The last row looks like a copying mistake: the d radius grows from 1.8 to 2.72 bohr and every digit of the base run stays. It is real. The ionisation tests remove 3p electrons and leave d empty, and the cutoffs refer to the occupied levels, so the d channel never enters. The potential did change, for at 10 Ry the basis error of the lowest d level drops from 0.31 to 0.10 mRy. An estimate of these columns may ignore the d radius, which says nothing about a solid, where d waves mix in.

Calculated values. Norm-conserving RRKJ pseudopotentials for Si from spherical atoms without spin (ld1.x 7.5), with the s channel local and a nonlinear core correction. The base run uses PBE, scalar relativity, radii s 1.95, p 2.15, d 1.8 bohr, a d scattering wave at 0.25 Ry and an automatic core correction radius. Cutoffs are for the sum of valence levels; errors are all-electron minus pseudo.

| change from the base | outcome | cutoff for 10 mRy (Ry) | cutoff for 1 mRy (Ry) | first ionisation error (meV) | second ionisation error (meV) | first ionisation energy all-electron (eV) | failure |
| --- | --- | --- | --- | --- | --- | --- | --- |
| base | generated | 18 | 35 | 3.58 | 25.4 | 7.7400 | n/a |
| non-relativistic | generated | 18 | 35 | 3.93 | 26.2 | 7.7509 | n/a |
| d radius 1.72 bohr | generated | 18 | 35 | 3.58 | 25.4 | 7.7400 | n/a |
| s radius 1.66 bohr; p radius 1.82 bohr; d radius 1.52 bohr | generated | 18 | 40 | 2.68 | 17.5 | 7.7400 | n/a |
| d scattering wave at 6.33 Ry | failed | n/a | n/a | n/a | n/a | n/a | pseudo-wave has a node |
| s radius 1.72 bohr | generated | 18 | 40 | 3.13 | 23.2 | 7.7400 | n/a |
| LDA-PZ functional | generated | 18 | 35 | 3.92 | 27.1 | 7.8290 | n/a |
| core correction radius 0.86 bohr | generated | 18 | 35 | 3.40 | 23.1 | 7.7400 | n/a |
| p radius 2.52 bohr | generated | 15 | 35 | 3.85 | 27.2 | 7.7400 | n/a |
| d radius 2.72 bohr | generated | 18 | 35 | 3.58 | 25.4 | 7.7400 | n/a |

**Base and non-relativistic rows.** The ionisation errors $E_1$ and $E_2$ are all-electron minus pseudo energies for removing the first and second 3p electron. Let $\delta(q)$ be the error after removing charge $q$. By Janak's theorem the slope of the energy with occupation is the level, and the pseudo level equals the all-electron one in the reference atom, so theory lets $\delta$ start only at $q^2$. For a power law,

$$\delta\propto q^n \quad\Rightarrow\quad \frac{E_2}{E_1}=\frac{\delta(2)-\delta(1)}{\delta(1)}=2^n-1 .$$

A square gives 3 and a cube 7. The seven distinct rows give 6.5 to 7.4, hence the first rule, $E_2\approx 7E_1$. The cube is an effective exponent: in the base potential $\delta/q^2$ is 2.1, 3.6 and 7.2 meV at $q=0.5$, 1 and 2, a small square term overtaken by higher ones. A plausible cause, which the numbers do not isolate, is that the ion's valence shell contracts into the region where pseudo and true waves differ. Relaxation of the true core, which the frozen one lacks, enters too, by an amount not isolated here.

Without relativity the all-electron ionisation energy rises by 10.9 meV, probably because the s shells are less contracted and screen 3p less well. Each row is measured against its own all-electron atom, so the error columns do not show the cost of omitting relativity.

**The three-radius row.** Smaller radii leave less of the atom altered, and both errors fall. The second rule adds two slopes, with radii $r_s$, $r_p$ in bohr:

$$E_1\approx 3.6+2.0\,(r_s-1.95)+0.75\,(r_p-2.15)\ \text{meV}.$$

Each slope is a rounded difference quotient between the base and one row: 1.96 from s radius 1.72 and 0.73 meV/bohr from p radius 2.52. The three-radius row entered neither and is the only test. It gives $3.6-0.58-0.25=2.77$ meV against 2.68, 3.5 % high, and $7\times 2.77=19.4$ meV against 17.5, 11 % high. Keeping the base values would be 34 % and 45 % high. Slopes taken the same way for $E_2$ itself give 21.0 meV, 20 % high, so $E_2$ is not linear and additive over this range; one row cannot tell curvature from a cross term. The line also cannot be followed far inward, because the core stays frozen at every radius, and its share of the errors, not isolated here, does not vanish with the radii.

The cutoffs are the basis sizes at which the summed valence levels are converged to 10 or 1 mRy. Wave numbers inside a radius scale about as $1/r$, which suggests a cutoff $\propto 1/r^2$. In the base run s carries 97 % of the basis error at 30 Ry and 52 % at 15 Ry, so $r_s$ governs the 1 mRy cutoff while p shares in the 10 mRy one. The scaling overshoots: $35\,(1.95/1.66)^2=48$ Ry against 40, and $18\,(2.15/1.82)^2=25$ Ry against 18. Cutoffs lie on a ladder, and rough logarithmic interpolation of the convergence runs moves the 1 mRy crossing only from 33 to 35 Ry, an exponent near 0.4 instead of 2. That only the inner part of the wave is rescaled may explain this, as a guess. Quoting 18 and 35 Ry throughout is off by one step at most, 20 % of the table value at worst.

**The failed row.** The scattering phases of the all-electron d wave show a node outside 1.8 bohr, at the test radius, already at less than half this energy. Nodes move inward as the energy rises, so at 6.33 Ry this one probably lies near or inside 1.8 bohr, the radius at which the pseudo-wave must match; the construction then gave a pseudo-wave with a node of its own. Generation stopped, so there is no accuracy to estimate.

**s radius 1.72.** The s slope is the larger one although p electrons are removed. A likely part of the reason, not isolated here, is that s is the local potential, which p also feels: the p scattering phase error at the highest energy tested shrinks from $-0.59$ to $-0.44$ rad when $r_s$ alone is cut. The slopes are also unlike in range, s moved inward and p outward.

**LDA and core correction.** The second rule ignores both settings and misses $E_1$ by $-8$ % and $+6$ % of the table value. The atoms are spherical and without spin, and this matters far more: spin-polarised tests of the LDA potential give an ionisation energy of 8.236 instead of 7.829 eV, with an error of $-2.6$ instead of $+3.9$ meV, so the rules do not fix even the sign there. The 0.86 bohr core correction keeps more than twice the model core charge of the base run and lowers $E_2$, but the error of $3s^0 3p^4$ worsens from $-26$ to $-30$ meV. Its unchanged cutoffs concern waves only; a sharper core density generally needs a finer density grid.

**p radius 2.52.** Here $3.6+0.75\times 0.37=3.88$ meV against 3.85, which is no test because this row set the slope. Seven times that, about 27 meV against 27.2, checks the first rule. The $1/r^2$ scaling gives 13 Ry against 15 for 10 mRy. The larger radius worsens ionisation yet improves $3s^1 3p^3$ from $-6.2$ to $-5.1$ meV, so $E_1$ is no general measure of transferability.

Over the seven distinct rows $7E_1$ matches $E_2$ to 4 % rms, 7 % at worst. The second rule holds to 5 % rms, flattered by the three rows that fixed it, and the two in sequence to 11 % at worst. The cube is off by $-16$ to $+22$ % for $3s^1 3p^0$ ($q=3$, now removing s) and gives the wrong sign for 0.3 added electrons, where the errors are positive and at most 0.15 meV. It gives zero for neutral s→p promotion, whose error instead grows 4.1 to 4.3 times when the promotion is doubled, close to the square that theory puts first. The constants belong to this silicon family and these radii, and a spread of 2.7 to 3.9 meV in $E_1$ ranks no potential for solids.
